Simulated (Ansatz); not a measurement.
Ligand exchange: Sn(CH3)F + C2H3N → Sn(CH3)(NH2) + C2HF

Species: Sn(CH3)F, singlet; C2H3N `C#CN`, singlet; Sn(CH3)(NH2), singlet; C2HF (fluoroacetylene) `C#CF`, singlet. The partners trade F for NH2: Sn–F and C–NH2 bonds give way to Sn–NH2 and C–F.

Shapes, held fixed at every level: PBE0-D4/def2-TZVP. Flexible molecules stand in one conformer, not always the lowest. Programs: Ansatz 0.2.0. The zero-point and thermal change to 298 K, harmonic and unscaled (PBE0-D4/def2-TZVP), is -0.3 kJ/mol.

Estimate ΔH(298 K) of this reaction.

The highest level, CCSD(T)/def2-TZVPP, gives ΔH(298 K) = +129.9 kJ/mol; the levels span +126.8 to +143.0. The column of differences is taken from that level and isn't an error. No measured value is set beside it here. For atoms past krypton def2 sets carry core potentials with scalar relativity. Correlated rows may include outer-core shells of Sn, which these sets cover unevenly. Times are processor times on shared x86 and Arm servers, and rough.

```csv
level,kind,ΔH(298 K) (kJ/mol),less CCSD(T)/def2-TZVPP,CPU time (sum over the molecules)
SPW92/def2-TZVPP,LDA,+131.9,+2.0,5.5 s
PBE-D4/def2-TZVPP,GGA,+138.2,+8.3,11 s
r2SCAN-D4/def2-TZVPP,meta-GGA,+142.2,+12.3,20 s
r2SCAN0-D4/def2-TZVPP,global hybrid,+143.0,+13.1,17 s
wB97X-V/def2-TZVPP,range-separated hybrid,+142.6,+12.7,37 s
B2PLYP/def2-TZVPP,double hybrid,+141.6,+11.7,28 s
CCSD(T)/def2-SVP,coupled cluster or CI,+126.8,-3.1,14 s
CCSD(T)/def2-TZVPP,coupled cluster or CI,+129.9,0.0,2.5 min
```

The exchange is strongly endothermic at every level, so fluoride belongs on tin and the amino group on carbon. The main reason is electronegativity: tin is far more electropositive than carbon, and replacing Sn–F with Sn–NH2 gives up much more ionic stabilisation than the new C–F bond returns. The amino group can donate its lone pair into the empty p orbital of the stannylene, but it also conjugates with the alkyne in the ynamine, and that second interaction is lost. Fluorine is a weaker π donor towards the triple bond, and its pull on an already electronegative sp carbon probably adds to the cost.

The sign is secure, the last ten kJ/mol less so. Climbing from LDA to the hybrids moves the result away from coupled cluster, so the close match of SPW92 at +131.9 probably reflects cancelling errors. The coupled-cluster value itself rises with the larger basis, which suggests that part of its gap to the other functionals could close nearer the basis-set limit.
